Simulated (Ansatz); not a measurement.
# BH4O− (SMILES [BH3-]O): methods side by side

BH4O− has 6 atoms, charge -1, and is taken as a singlet. As SMILES, `[BH3-]O`. The coordinates come from a GFN2-xTB relaxation.

```xyz
6

B    -0.0747   -0.1737   -0.3164
O    -0.0135    1.0162    0.6040
H     1.0627   -0.6505   -0.4997
H    -0.5423    0.1952   -1.3793
H    -0.7890   -1.0725    0.1690
H     0.3568    0.6853    1.4224
```

Each level gives the energy change with the B1–H3 bond stretched from 1.247 to 1.559 Å (eV). The values are calculated.

| level | kind | program | value (eV) | less FCI/STO-3G |
| --- | --- | --- | --- | --- |
| HF/STO-3G (restricted) | Hartree–Fock | Ansatz | 1.21 | +0.30 |
| SVWN5/STO-3G (restricted) | LDA | Ansatz | 0.88 | -0.03 |
| revPBE/STO-3G (restricted) | GGA | Ansatz | 0.78 | -0.13 |
| r2SCAN/STO-3G (restricted) | meta-GGA | Ansatz | 0.89 | -0.02 |
| B3LYP/STO-3G (restricted) | global hybrid | Ansatz | 0.90 | -0.01 |
| HSE06/STO-3G (restricted) | range-separated hybrid | Ansatz | 0.95 | +0.04 |
| CCSD/STO-3G (restricted) | coupled cluster or CI | Ansatz | 0.92 | +0.01 |
| FCI/STO-3G | exact in the basis | Ansatz | 0.91 | 0.00 |

FCI/STO-3G is exact within its basis and frozen core, so for wave-function methods in that basis the difference is their error; functionals converge differently with the basis, so for them it is only a difference. Sets without diffuse functions describe the anion poorly. The first shape isn't each level's own minimum. The values span 0.78 to 1.21 eV. All rows use very small basis sets, so even the best lies far from the true value.

Stretching the B–H bond costs too much in Hartree–Fock, by +0.30 eV against FCI, while CCSD recovers almost all of the missing correlation. As the bond lengthens, its bonding and antibonding orbitals move closer in energy, and left–right correlation lowers the stretched structure more than the initial one. A single restricted determinant cannot adjust the balance of covalent and ionic configurations in this way. The close CCSD result suggests that connected triple and higher excitations matter little at this extension.

The functionals don't follow a simple ladder: SVWN5, r2SCAN and B3LYP nearly coincide, whereas revPBE gives the softest stretch, probably because its strong gradient enhancement of exchange favours the more inhomogeneous stretched density. The B–H bond is hydridic, and a minimal basis gives hydrogen no room to expand as it takes on negative charge, which probably makes the stretch too costly at every level. The energies describe a partial stretch and don't settle whether the bond would ultimately release hydride or a hydrogen atom.
